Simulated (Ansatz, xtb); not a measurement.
## From C to Sn: the atomisation energy (no zero-point term)

Gas-phase molecules, one atom swapped for its congeners: CH2Cl2 (dichloromethane) `ClCCl`; SiH2Cl2 (dichlorosilane (DCS)) `Cl[SiH2]Cl`; GeH2Cl2 (dichlorogermane) `[Cl][GeH2][Cl]`; SnH2Cl2 `[Cl][SnH2][Cl]`. All are singlets with charge 0.

Shapes, held fixed at every level: PBE0-D4/def2-TZVP. Programs: Ansatz 0.2.0, xtb 6.7.1. Values in eV.

(1) How should the atomisation energy change along the series?

## Answers

(1) At CCSD(T)/def2-TZVPP the atomisation energy falls at every step, from 15.58 to 12.26 eV. 6 of 7 levels show this order throughout; 6 agree on the largest and the smallest. For atoms past krypton def2 sets carry core potentials with scalar relativity. Relativity is left out for Ge. Outer-core shells of Ge, Sn are correlated, in sets that cover them unevenly. GFN0-xTB strays far from the other rows. xTB rows lack spin polarisation. Spin-orbit coupling, which grows down the group, is left out (summed over each molecule's free atoms 0.08, 0.09, 0.19, 0.38 eV). Coupled cluster in double- or triple-zeta sets underbinds by a few per cent against its basis-set limit.

```tsv
level	CH2Cl2	SiH2Cl2	GeH2Cl2	SnH2Cl2
GFN0-xTB	16.99	18.12	19.58	18.76
SPW92/def2-TZVPP	18.81	17.15	15.64	14.36
B3LYP-D4/def2-TZVPP	15.93	15.19	13.46	12.34
PBE0-D4/def2-TZVPP	16.25	15.28	13.64	12.45
wB97M-V/def2-TZVPP	16.18	15.52	13.72	12.63
wB97X-V/def2-TZVPP	16.11	15.54	13.89	12.78
CCSD(T)/def2-TZVPP	15.58	14.95	13.48	12.26
```

Replacing carbon by its heavier congeners weakens the binding overall, as the valence s and p orbitals grow more diffuse and overlap less well with hydrogen and chlorine. The first step is modest in CCSD(T), from 15.58 to 14.95 eV, probably because two changes oppose each other: bonds to hydrogen weaken from carbon to silicon, while the more polar Si–Cl bond is stronger than C–Cl. From silicon to germanium both kinds of bond weaken, and the drop is larger. The filled 3d shell contributes here, since it screens the nucleus poorly and keeps germanium about as electronegative as silicon, so bond polarity offers no further compensation.

SPW92 shows the familiar overbinding of the local density approximation, most strongly for CH2Cl2, and so exaggerates the first step. GFN0-xTB breaks the order by peaking at GeH2Cl2, probably because its parametrisation does not target energies relative to free atoms. The falling totals do not establish how readily each molecule would lose H2 or HCl to form a divalent species.
